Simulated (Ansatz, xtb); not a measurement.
# Two structures of CHClSi

Structure X: a singlet given by its coordinates. Structure Y: `[Si]=CCl`, a singlet. Both are isolated molecules in the gas phase, relaxed with BLYP-D3(BJ)/def2-SVP.

X (Å):

```xyz
4

C    -0.1315   -0.4524   -1.5348
Cl   -0.6916    1.8417    0.9137
Si    0.3762    0.4611   -0.2156
H     0.2751   -1.2019   -2.2306
```

Close contacts (Å): C1–Si3 1.68, Cl2–Si3 2.08, C1–H4 1.10.

Y (Å):

```xyz
4

C    -0.7815    0.2071   -0.4875
Cl   -0.0305   -1.3366   -1.0795
Si   -0.4154    0.2674    1.2229
H    -1.2921    0.7696   -1.2831
```

Energies in hartree; the thermal terms are from BLYP-D3(BJ)/def2-SVP harmonic frequencies (ideal gas, rigid rotor, one conformer each, 298.15 K, 1 atm) and include the zero-point energy:

```
                                X           Y
E, CCSD(T)/def2-TZVPP  −787.314410  −787.319374
    zero-point energy     0.013692     0.014619
         H(298 K) − E     0.018693     0.019549
         G(298 K) − E    −0.013020    −0.012683
```

Q: Work out ΔE, ΔE₀, ΔH and ΔG for X → Y in kJ/mol (1 Eh = 2625.50 kJ/mol) and the equilibrium ratio [Y]/[X].

A: 1. ΔE = −787.319374 − (−787.314410) = −0.004964 Eh = −13.03 kJ/mol.
2. ΔE₀ = ΔE + ΔZPE = −0.004964 + (+0.000927) Eh = −10.60 kJ/mol.
3. ΔH = ΔE + (+0.000856) Eh = −10.79 kJ/mol.
4. ΔG = ΔE + (+0.000337) Eh = −12.15 kJ/mol, so ΔS = (ΔH − ΔG)/T = +4.6 J/(mol K).
5. kT = 0.9442 mEh, so K = [Y]/[X] = exp(−ΔG/kT) = exp(+4.90) ≈ 130.

Structure Y is favoured at this temperature. An error of 4 kJ/mol in ΔG would change K by a factor of 5. GFN2-xTB gave ΔE the other sign. Large T1 diagnostics make the coupled-cluster value less sure. Mirror images and further conformers aren't counted.

Other levels gave ΔE = +28.7 (GFN2-xTB); −235.8 (HF/STO-3G, GFN2-xTB geometries); −58.7 (r2SCAN-D4/def2-SVP, GFN2-xTB geometries); −31.8 (BLYP-D3(BJ)/def2-SVP); −54.6 (HF/def2-TZVPP); −43.6 (MP2/def2-TZVPP) kJ/mol. The correlated steps freeze 11 core orbitals. Programs: Ansatz 0.2.0, xtb 6.7.1.

Structure X is a trans-bent chlorosilyne, HC≡SiCl, whereas Y is the silylidene :Si=CHCl, with both substituents on carbon and a bare divalent silicon. The modest preference for Y is electronic in origin: zero-point energy works against it, and entropy adds little. Silicon keeps its lone pair in an orbital of largely 3s character and gains little from hybridising for a triple bond, while its diffuse 3p orbitals overlap poorly with carbon 2p in π bonding. Both effects favour the silylidene. Opposing them is the exchange of a strong, polar Si–Cl bond for a weaker C–Cl bond, which probably explains why the balance is so close. The preference shrinks from −54.6 kJ/mol in HF to −43.6 in MP2 and −13.03 in CCSD(T), probably because the compact multiple bond of X gains more from electron correlation. The equilibrium ratio says nothing about how fast chlorine migrates between silicon and carbon, so X could still persist if that barrier is high.
